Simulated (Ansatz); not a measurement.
# CH5AlCl2O: structure from calculated spectroscopic constants

These gas-phase data were calculated for one isomer of CH5AlCl2O at PBE0-D4/def2-SVP (harmonic, unscaled wavenumbers; equilibrium rotational constants with average atomic masses):

```
rotational constants            : 3.599, 1.252, 1.197 GHz
all wavenumbers above 1500 cm⁻¹ : 3838, 3432, 3177, 3101, 1966, 1611
```

Candidates:

(1) `[OH2+][Al@H-]([Cl])[CH2]Cl`, a singlet
(2) `[CH3][Al-]([OH2+])([Cl])[Cl]`, a singlet
(3) `C[OH+][AlH-]([Cl])[Cl]`, a singlet

Question: Which candidate do the data belong to?

Answer: Candidate (1). The band at 1966 cm⁻¹ lies where the Al–H stretch is expected; (2) has no mode between 1700 and 2050 cm⁻¹. 2 modes lie between 3300 and 4000 cm⁻¹, one for each O–H bond, while (3) has 1.

The same quantities for all candidates:

|  | rotational constants (GHz) | wavenumbers above 1500 cm⁻¹ | E above the lowest, PBE0-D4/def2-SVP (kcal/mol) |
| --- | --- | --- | --- |
| (1) | 3.599, 1.252, 1.197 | 3838, 3432, 3177, 3101, 1966, 1611 | 54.3 |
| (2) | 2.415, 1.616, 1.401 | 3839, 3750, 3158, 3153, 3051, 1601 | 0.0 |
| (3) | 2.484, 1.763, 1.164 | 3776, 3215, 3197, 3083, 1995 | 19.7 |

Harmonic stretches to hydrogen usually lie a few per cent above observed fundamentals. Each candidate is one conformer. Programs: Ansatz 0.2.0.

The water bend at 1611 cm⁻¹ independently supports candidate (1): together with the Al–H stretch, it indicates an intact aqua ligand on a hydridoaluminium centre, whereas the methanol adduct (3) has no such bend. The two O–H stretches of (1), at 3838 and 3432 cm⁻¹, are much further apart than those of (2). This suggests that one O–H bond is weakened by an internal hydrogen bond, probably to the carbon-bound chlorine, while the other remains nearly free. The rotational constants fit a nearly prolate top, as expected when the two heavy chlorine atoms sit on different centres and stretch the mass distribution along one axis.

The energy order follows the bonding. Relative to (2), isomer (1) exchanges a strong, polar Al–Cl bond and a C–H bond for Al–H and C–Cl bonds, losing much of the favourable pairing of electropositive aluminium with chlorine. Its high energy does not count against the spectroscopic assignment, but whether (1) would persist depends on rearrangement barriers, which these energies do not reveal.
